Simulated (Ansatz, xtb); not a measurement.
C3H9BO2: which of two isomers lies lower

Structure a is `CCB(O)OC`, a singlet and structure b is `CCCB(O)O`, a singlet. Both are isolated molecules in the gas phase, relaxed with B3LYP/def2-SVP; each stands in its lowest conformer found.

a (Å):

```xyz
15

C     0.8328   -1.5988    0.9959
C     0.5812   -0.6707   -0.2089
C    -1.6655    0.9700    1.1848
B     0.5907    0.8662    0.1773
O     1.7121    1.5992   -0.0865
O    -0.4387    1.5344    0.7872
H     0.8483   -2.6604    0.6985
H     0.0557   -1.4907    1.7710
H     1.8011   -1.3788    1.4744
H     1.3611   -0.8396   -0.9697
H    -0.3775   -0.9450   -0.6862
H     1.6146    2.5123    0.2184
H    -1.6291    0.6601    2.2439
H    -1.9456    0.0930    0.5772
H    -2.4566    1.7294    1.0801
```

b (Å):

```yaml
atoms:
  - { symbol: C, position_ang: [-2.7188, -0.3890, -0.7128] }
  - { symbol: C, position_ang: [-1.9789, 0.7050, -1.4870] }
  - { symbol: C, position_ang: [-0.9232, 1.4594, -0.6465] }
  - { symbol: B, position_ang: [0.2740, 0.5279, -0.1850] }
  - { symbol: O, position_ang: [1.3085, 0.3155, -1.0478] }
  - { symbol: O, position_ang: [0.3224, -0.1219, 1.0234] }
  - { symbol: H, position_ang: [-3.4571, -0.9059, -1.3468] }
  - { symbol: H, position_ang: [-2.0257, -1.1536, -0.3231] }
  - { symbol: H, position_ang: [-3.2645, 0.0317, 0.1501] }
  - { symbol: H, position_ang: [-1.4863, 0.2603, -2.3694] }
  - { symbol: H, position_ang: [-2.7158, 1.4249, -1.8848] }
  - { symbol: H, position_ang: [-0.5095, 2.2872, -1.2473] }
  - { symbol: H, position_ang: [-1.4217, 1.9262, 0.2243] }
  - { symbol: H, position_ang: [1.9603, -0.2983, -0.6819] }
  - { symbol: H, position_ang: [-0.4414, 0.0560, 1.5833] }
```

**Question.** Estimate which is lower in electronic energy at CCSD(T)/def2-SVP + ΔMP2/def2-TZVPP, and by roughly how much.

**Answer.** The CCSD(T)/def2-SVP + ΔMP2/def2-TZVPP calculation puts structure b lower, by 13.4 kcal/mol.

The same difference at several levels:

```json
{"level": "GFN2-xTB", "geometry": "GFN2-xTB", "E(b) − E(a) (kcal/mol)": "−6.1", "departure from the last row (kcal/mol)": "+7.3", "job, with rough time for the two": "optimisation, 0.29 s"}
{"level": "HF/STO-3G", "geometry": "GFN2-xTB", "E(b) − E(a) (kcal/mol)": "−0.9", "departure from the last row (kcal/mol)": "+12.5", "job, with rough time for the two": "single point, 0.36 s"}
{"level": "r2SCAN-D4/def2-SVP", "geometry": "GFN2-xTB", "E(b) − E(a) (kcal/mol)": "−12.2", "departure from the last row (kcal/mol)": "+1.2", "job, with rough time for the two": "single point, 5 s"}
{"level": "B3LYP/def2-SVP", "geometry": "B3LYP/def2-SVP", "E(b) − E(a) (kcal/mol)": "−10.6", "departure from the last row (kcal/mol)": "+2.8", "job, with rough time for the two": "optimisation, 78 s"}
{"level": "HF/def2-SVP", "geometry": "B3LYP/def2-SVP", "E(b) − E(a) (kcal/mol)": "−10.9", "departure from the last row (kcal/mol)": "+2.5", "job, with rough time for the two": "part of the CCSD(T) run"}
{"level": "MP2/def2-SVP", "geometry": "B3LYP/def2-SVP", "E(b) − E(a) (kcal/mol)": "−14.5", "departure from the last row (kcal/mol)": "−1.1", "job, with rough time for the two": "part of the CCSD(T) run"}
{"level": "CCSD(T)/def2-SVP", "geometry": "B3LYP/def2-SVP", "E(b) − E(a) (kcal/mol)": "−13.1", "departure from the last row (kcal/mol)": "+0.3", "job, with rough time for the two": "single point"}
{"level": "CCSD(T)/def2-SVP + ΔMP2/def2-TZVPP", "geometry": "B3LYP/def2-SVP", "E(b) − E(a) (kcal/mol)": "−13.4", "departure from the last row (kcal/mol)": "", "job, with rough time for the two": "single point, 86 s"}
```

As drawn, b has 1 C–C, 1 O–H in place of 1 C–O, 1 C–H.

None of the levels shown reverses the order. The largest departure from CCSD(T)/def2-SVP + ΔMP2/def2-TZVPP is that of HF/STO-3G, 12.5 kcal/mol. The last row adds to CCSD(T) the change of the MP2 difference between the two basis sets, here −0.3 kcal/mol.

With thermal terms from frequencies at re-optimised GFN2-xTB minima (ideal gas, soft modes damped towards free rotors, one conformer each, 298.15 K, 1 atm): on the last row, ΔE + ΔZPE = −12.7, ΔH = −13.0, ΔG = −12.4 kcal/mol.

The correlated steps freeze 6 core orbitals. Programs: Ansatz 0.2.0, xtb 6.7.1; the last row on 2 threads of Arm Neoverse V2 on a shared host.

Propylboronic acid (b) lies clearly below the methyl ester of ethylboronic acid (a), and the thermal terms barely alter the gap, with ΔG at −12.4 kcal/mol. The preference resembles that of an alcohol over its isomeric ether: exchanging C–O and C–H bonds for C–C and O–H bonds is favourable, largely because the strongly polar O–H bond is worth more than the C–H bond it replaces. Boron probably contributes little to the difference, since both isomers keep one B–C and two B–O bonds, with oxygen lone pairs donating into the empty boron p orbital in each.

Hartree–Fock in the def2-SVP basis already recovers most of the preference, so correlation reinforces the order and does not create it. The near-degeneracy in HF/STO-3G probably reflects a minimal basis too rigid to describe polar bonds to oxygen evenly. The energy gap does not imply that the ester would rearrange readily to the acid, as that would require breaking and remaking strong sigma bonds.
